**Assigning six unlabelled anions from the spin make-up of their correlation energy**

The table holds electron affinities of eleven elements of periods 1 to 3 from unrestricted HF, valence MP2 and SCS-MP2 in augmented triple-zeta bases, non-relativistic, with a first-order spin-orbit correction and measured values alongside. The program unmixes the MP2 gain over HF into opposite-spin and same-spin parts and tests a count of new valence pairs with one weight $r$, fitted to B⁻, C⁻ and Cl⁻ only. With $r = 0.62$ the shares of the six other p-block rows are reproduced to 0.018 rms, Si⁻ being worst, while counting only p partners gives 0.068. Share and spin-orbit sign leave only O⁻ and S⁻ tied, and the larger gain per pair in period 2 breaks the tie. Mean absolute errors against the tabulated values, spin-orbit term included, are 1.09 eV for HF, 0.13 eV for MP2 and 0.16 eV for SCS-MP2.

Calculated values. Electron affinities of atoms of periods 1 to 3 with PySCF 2.14.0, as total energy of the atom minus that of the anion, each in its ground configuration. Real unrestricted determinants at highest spin, non-relativistic, point nucleus; aug-cc-pVTZ, for Al to Cl aug-cc-pV(T+d)Z. Valence means a frozen noble-gas core; the spin-orbit correction is not included in the energies.

## Numerical check

```python
# Table: electron affinities (eV), PySCF, unrestricted HF, valence MP2 and SCS-MP2, aug-cc-pVTZ type basis, non-relativistic.
# Tested: same-spin share of the correlation gain against pair counting, spin-orbit signs, assignment of six unlabelled rows.
T = {
    'species': ['H-', 'Li-', 'B-', 'C-', 'O-', 'F-', 'Al-', 'Si-', 'P-', 'S-', 'Cl-'],
    'Z': [1, 3, 5, 6, 8, 9, 13, 14, 15, 16, 17],
    'N': [2, 4, 6, 7, 9, 10, 14, 15, 16, 17, 18],
    'config': ['1s2', '[He] 2s2', '[He] 2s2 2p2', '[He] 2s2 2p3', '[He] 2s2 2p5', '[Ne]', '[Ne] 3s2 3p2', '[Ne] 3s2 3p3', '[Ne] 3s2 3p4', '[Ne] 3s2 3p5', '[Ar]'],
    'final': ['1s1', '[He] 2s1', '[He] 2s2 2p1', '[He] 2s2 2p2', '[He] 2s2 2p4', '[He] 2s2 2p5', '[Ne] 3s2 3p1', '[Ne] 3s2 3p2', '[Ne] 3s2 3p3', '[Ne] 3s2 3p4', '[Ne] 3s2 3p5'],
    'hf': [-0.33, -0.12, -0.31, 0.45, -0.57, 1.2, 0.02, 0.85, -0.32, 0.89, 2.38],  # eV
    'mp2_valence': [0.44, 0.35, 0.21, 1.27, 1.42, 3.64, 0.36, 1.39, 0.47, 1.94, 3.63],  # eV
    'scs_mp2_valence': [0.59, 0.44, 0.06, 0.98, 1.38, 3.45, 0.26, 1.21, 0.54, 1.93, 3.53],  # eV
    'so': [0.0, 0.0, 0.0, 0.0, 0.0, -0.02, 0.0, -0.02, 0.01, 0.0, -0.03],  # eV
    'ref': [0.754195, 0.618049, 0.279723, 1.26212, 1.46111, 3.40119, 0.43283, 1.38952, 0.746607, 2.0771, 3.61273],  # eV
    'kind': ['measured', 'measured', 'measured', 'measured', 'measured', 'measured', 'measured', 'measured', 'measured', 'measured', 'measured'],
}
import numpy as np, itertools as it
from scipy.optimize import minimize_scalar
sp = T['species']; Z = T['Z']; ix = {s: i for i, s in enumerate(sp)}
hf, mp, sc, so, ref = (np.array(T[k], float) for k in ('hf', 'mp2_valence', 'scs_mp2_valence', 'so', 'ref'))
share = lambda h, m, s: 1 - ((s - h) / (m - h) - 1 / 3) / (1.2 - 1 / 3)
g = mp - hf; sh = share(hf, mp, sc); SS = sh * g; OS = g - SS
rb = np.max([abs(share(hf + a, mp + b, sc + c) - sh) for a, b, c in it.product((-.005, .005), repeat=3)], axis=0)
q = np.array([0 if z < 5 else (z - 3 if z < 11 else z - 11) for z in Z])  # p electrons of the anion
nss = np.array([0 if x == 0 else (x if x <= 3 else x - 3) for x in q]); nos = np.where(q > 3, 4, 1)
n2 = np.maximum(nss - 1, 0)  # alternative: only p partners count as same-spin pairs
f = lambda r, n: r * n / (r * n + nos)
fit = [ix[s] for s in ('B-', 'C-', 'Cl-')]; hid = [4, 5, 6, 7, 8, 9]
best = lambda n: minimize_scalar(lambda r: sum((f(r, n) - sh)[fit] ** 2), bounds=(.05, 5), method='bounded').x
r, r2 = best(nss), best(n2); m1, m2 = f(r, nss), f(r2, n2); w = g / (r * nss + nos)
print('ion: MP2-HF, opposite-spin, same-spin (eV; rounding 0.010, 0.012, 0.014) | share +-rounding | pairs ss,os | model A, B | eV per weighted pair')
for i, s in enumerate(sp):
    print(f'{s:4s}{g[i]:5.2f} {OS[i]:5.2f} {SS[i]:5.2f} | {sh[i]:.3f} +-{rb[i]:.3f} | {nss[i]},{nos[i]} | {m1[i]:.3f} {m2[i]:.3f} | {w[i]:.3f}')
print('(SCS-HF)/(MP2-HF), expected 1.2:', ', '.join(f'{s} {(sc - hf)[ix[s]] / g[ix[s]]:.3f}' for s in ('H-', 'Li-')))
for nm, rr, m in (('A (s and p partners)', r, m1), ('B (p partners only)', r2, m2)):
    d = sh - m; k = hid[int(np.argmax(abs(d[hid])))]
    print(f'model {nm}: r={rr:.2f} from B-, C-, Cl-; rms fitted {np.sqrt(np.mean(d[fit]**2)):.3f}, unlabelled {np.sqrt(np.mean(d[hid]**2)):.3f}, worst {sp[k]} {d[k]:+.3f}')
L = {0: 0, 1: -1, 2: -1, 3: 0, 4: -.5, 5: -.5, 6: 0}  # lowest-level shift of p^n in units of zeta
co = np.array([L[x - 1] - L[x] if x else 0 for x in q]); sg = np.where(abs(so) < .005, 0, np.sign(so))
print('unlabelled row: closest candidates by share (distance) | SCS-MP2 eV | spin-orbit in zeta units, table eV')
for i in hid:
    c = sorted(hid, key=lambda j: abs(sh[i] - m1[j]))[:3]
    print(f'{sp[i]:4s}' + ', '.join(f'{sp[j]} {abs(sh[i] - m1[j]):.3f}' for j in c) + f' | {sc[i] - mp[i]:+.2f} | {co[i]:+.1f} {so[i]:+.2f}')
cost = lambda p: float(np.sqrt(np.mean((sh[hid] - m1[list(p)]) ** 2)))
wrong = lambda p: ' '.join(f'{sp[i]} as {sp[j]}' for i, j in zip(hid, p) if i != j) or 'all correct'
P = sorted(it.permutations(hid), key=cost)
print('best of 720 by share:', '; '.join(f'{cost(p):.3f} {wrong(p)}' for p in P[:3]))
Q = [p for p in P if all(sg[i] == np.sign(co[j]) for i, j in zip(hid, p))]
print(f'{len(Q)} fit the spin-orbit signs:', '; '.join(f'{cost(p):.3f} {wrong(p)}' for p in Q[:3]))
fin = max(Q[:2], key=lambda p: w[hid[p.index(ix['O-'])]])
print('tie broken by giving period 2 the larger gain per pair:', wrong(fin))
sou = {'C-': -.003811, 'F-': -.017, 'Si-': -.015816, 'P-': .01188, 'Cl-': -.03443}  # further outputs of the same runs
print('zeta implied, eV:', ', '.join(f'{s} {v / co[ix[s]]:.3f}' for s, v in sou.items()))
prs = (('B-', 'Al-'), ('C-', 'Si-'), ('O-', 'S-'), ('F-', 'Cl-'))
print('gain ratio, share difference:', ', '.join(f'{a}/{b} {g[ix[a]] / g[ix[b]]:.2f} {sh[ix[a]] - sh[ix[b]]:+.3f}' for a, b in prs))
print('steps in HF, MP2, SCS, tabulated (eV):')
for a, b in (('B-', 'C-'), ('Al-', 'Si-'), ('Si-', 'P-'), ('P-', 'S-'), ('O-', 'F-'), ('Si-', 'O-'), ('Al-', 'P-')):
    print(f'  {a} to {b}: ' + ' '.join(f'{v[ix[b]] - v[ix[a]]:+.2f}' for v in (hf, mp, sc, ref)))
print('error in eV (value + spin-orbit - tabulated), order:', ' '.join(sp))
for nm, v in (('HF', hf), ('MP2', mp), ('SCS', sc)):
    e = v + so - ref; k = int(np.argmax(abs(e)))
    print(f'{nm:4s}' + ' '.join(f'{x:+.2f}' for x in e) + f' | mean abs {np.mean(abs(e)):.2f}, worst {sp[k]}')
cc = {'Li-': .61414, 'B-': .22938, 'C-': 1.218444, 'O-': 1.331394, 'Si-': 1.387694, 'S-': 1.948234}  # CCSD(T), further outputs
print('CCSD(T)-MP2 eV:', ', '.join(f'{s} {v - mp[ix[s]]:+.2f}' for s, v in cc.items()))
print('CCSD(T)+spin-orbit-tabulated eV:', ', '.join(f'{s} {v + so[ix[s]] - ref[ix[s]]:+.2f}' for s, v in cc.items()))
assert all(abs(sh[ix[s]]) < .03 for s in ('H-', 'Li-'))
assert sh[(q > 0) & (q <= 3)].min() > .5 and sh[q > 3].max() < .4
assert all(sg[i] == np.sign(co[i]) for i in hid) and list(fin) == hid
assert all(g[ix[a]] > g[ix[b]] for a, b in prs) and all(v[ix['P-']] < v[ix['Si-']] for v in (hf, mp, sc, ref))
```

Printed output:

```
ion: MP2-HF, opposite-spin, same-spin (eV; rounding 0.010, 0.012, 0.014) | share +-rounding | pairs ss,os | model A, B | eV per weighted pair
H-   0.77  0.77  0.00 | 0.006 +-0.018 | 0,1 | 0.000 0.000 | 0.770
Li-  0.47  0.47  0.00 | 0.010 +-0.030 | 0,1 | 0.000 0.000 | 0.470
B-   0.52  0.23  0.29 | 0.564 +-0.022 | 2,1 | 0.555 0.512 | 0.231
C-   0.82  0.30  0.52 | 0.639 +-0.014 | 3,1 | 0.652 0.677 | 0.285
O-   1.99  1.48  0.51 | 0.254 +-0.006 | 2,4 | 0.238 0.208 | 0.379
F-   2.44  1.66  0.78 | 0.321 +-0.005 | 3,4 | 0.319 0.344 | 0.415
Al-  0.34  0.15  0.19 | 0.570 +-0.034 | 2,1 | 0.555 0.512 | 0.151
Si-  0.54  0.21  0.33 | 0.615 +-0.021 | 3,1 | 0.652 0.677 | 0.188
P-   0.79  0.69  0.10 | 0.129 +-0.016 | 1,4 | 0.135 0.000 | 0.171
S-   1.05  0.80  0.25 | 0.242 +-0.011 | 2,4 | 0.238 0.208 | 0.200
Cl-  1.25  0.85  0.40 | 0.323 +-0.009 | 3,4 | 0.319 0.344 | 0.213
(SCS-HF)/(MP2-HF), expected 1.2: H- 1.195, Li- 1.191
model A (s and p partners): r=0.62 from B-, C-, Cl-; rms fitted 0.009, unlabelled 0.018, worst Si- -0.037
model B (p partners only): r=1.05 from B-, C-, Cl-; rms fitted 0.039, unlabelled 0.068, worst P- +0.129
unlabelled row: closest candidates by share (distance) | SCS-MP2 eV | spin-orbit in zeta units, table eV
O-  O- 0.016, S- 0.016, F- 0.065 | -0.04 | +0.0 +0.00
F-  F- 0.002, O- 0.083, S- 0.083 | -0.19 | -0.5 -0.02
Al- Al- 0.015, Si- 0.082, F- 0.251 | -0.10 | +0.0 +0.00
Si- Si- 0.037, Al- 0.060, F- 0.296 | -0.18 | -1.0 -0.02
P-  P- 0.006, O- 0.109, S- 0.109 | +0.07 | +0.5 +0.01
S-  O- 0.004, S- 0.004, F- 0.077 | -0.01 | +0.0 +0.00
best of 720 by share: 0.018 all correct; 0.018 O- as S- S- as O-; 0.042 Al- as Si- Si- as Al-
12 fit the spin-orbit signs: 0.018 all correct; 0.018 O- as S- S- as O-; 0.182 F- as Si- Si- as F-
tie broken by giving period 2 the larger gain per pair: all correct
zeta implied, eV: C- 0.004, F- 0.034, Si- 0.016, P- 0.024, Cl- 0.069
gain ratio, share difference: B-/Al- 1.53 -0.007, C-/Si- 1.52 +0.023, O-/S- 1.90 +0.012, F-/Cl- 1.95 -0.002
steps in HF, MP2, SCS, tabulated (eV):
  B- to C-: +0.76 +1.06 +0.92 +0.98
  Al- to Si-: +0.83 +1.03 +0.95 +0.96
  Si- to P-: -1.17 -0.92 -0.67 -0.64
  P- to S-: +1.21 +1.47 +1.39 +1.33
  O- to F-: +1.77 +2.22 +2.07 +1.94
  Si- to O-: -1.42 +0.03 +0.17 +0.07
  Al- to P-: -0.34 +0.11 +0.28 +0.31
error in eV (value + spin-orbit - tabulated), order: H- Li- B- C- O- F- Al- Si- P- S- Cl-
HF  -1.08 -0.74 -0.59 -0.81 -2.03 -2.22 -0.41 -0.56 -1.06 -1.19 -1.26 | mean abs 1.09, worst F-
MP2 -0.31 -0.27 -0.07 +0.01 -0.04 +0.22 -0.07 -0.02 -0.27 -0.14 -0.01 | mean abs 0.13, worst H-
SCS -0.16 -0.18 -0.22 -0.28 -0.08 +0.03 -0.17 -0.20 -0.20 -0.15 -0.11 | mean abs 0.16, worst C-
CCSD(T)-MP2 eV: Li- +0.26, B- +0.02, C- -0.05, O- -0.09, Si- -0.00, S- +0.01
CCSD(T)+spin-orbit-tabulated eV: Li- -0.00, B- -0.05, C- -0.04, O- -0.13, Si- -0.02, S- -0.13
```
